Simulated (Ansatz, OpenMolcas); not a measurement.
# Correcting a cheap level on carbon molecules

The atomisation enthalpy at 298 K in kJ/mol of 7 carbon molecules: x at r2SCAN/aug-cc-pVDZ, y from tabulated heats of molecules and atoms (Active Thermochemical Tables). Shapes, held fixed at every level: PBE0-D4/def2-TZVP. Computed values hold a harmonic thermal term (PBE0-D4/def2-TZVP) and the atoms' spin-orbit lowering. Programs: OpenMolcas 26.06.

| molecule | x (kJ/mol) | y (kJ/mol) |
| --- | --- | --- |
| CH2ClF (chlorofluoromethane) | 1600 | 1617 |
| CHBrF2 (bromodifluoromethane) | 1623 | 1630 |
| CH2F2 (difluoromethane) | 1740 | 1763 |
| C2H3Br (vinyl bromide) | 2098 | 2126 |
| C2H2F2 (vinylidene fluoride) | 2356 | ? |
| C4H2 (1,3-butadiyne) | 2784 | 2843 |
| C2H5F (SMILES CCF) | 2841 | 2876 |

Fit y = c + s·x to the known rows and predict y for C2H2F2.


1. Means of the 6 rows: x = 2114.33, y = 2142.5.
2. Σ(Δx)² = 1622837, Σ(Δx·Δy) = 1666531, so the slope is 1666531/1622837 = 1.0269.
3. Intercept: 2142.5 − (1.0269) × 2114.33 = -28.7. The largest residual of the fit is 13.
4. C2H2F2: -28.7 + 1.0269 × 2356 = 2391 kJ/mol.

The tabulated heats give 2361 kJ/mol, so the prediction is off by +30 kJ/mol, more than the largest residual. Uncorrected, r2SCAN/aug-cc-pVDZ misses C2H2F2 by -5 kJ/mol, and the other rows by 28 on average. With references in doubt, neither the misses nor the line can be laid on the level alone. Left out in turn, the other rows are missed by 12 kJ/mol on average, so much of the error is systematic among these molecules. The tabulated value of C2H2F2 is in doubt (older tables, estimates, or at odds with other calculations) and kept here. Relativity is left out for Br.

r2SCAN/aug-cc-pVDZ gives too low an atomisation enthalpy for every molecule here. The small basis is probably a major cause: electron density shared between nuclei needs more polarisation functions than the free atoms do, so the molecule loses more than its fragments.

The shortfall only loosely follows the total binding. CHBrF2 breaks the order at the low end, and butadiyne falls short by far more than fluoroethane although their computed enthalpies are close. This suggests that bond type matters too, with compact, electron-rich triple bonds the most demanding, and a single slope in x cannot capture that.

The near agreement for C2H2F2 before correction is therefore no sign of accuracy. Vinyl bromide, with its C=C bond, and CH2F2, with its geminal fluorines, both show clearly larger shortfalls. Either the tabulated enthalpy is too low, or fluorine lone-pair donation into the π system changes the error. No fitted molecule has fluorine on a double bond, so the line does not test the second possibility.
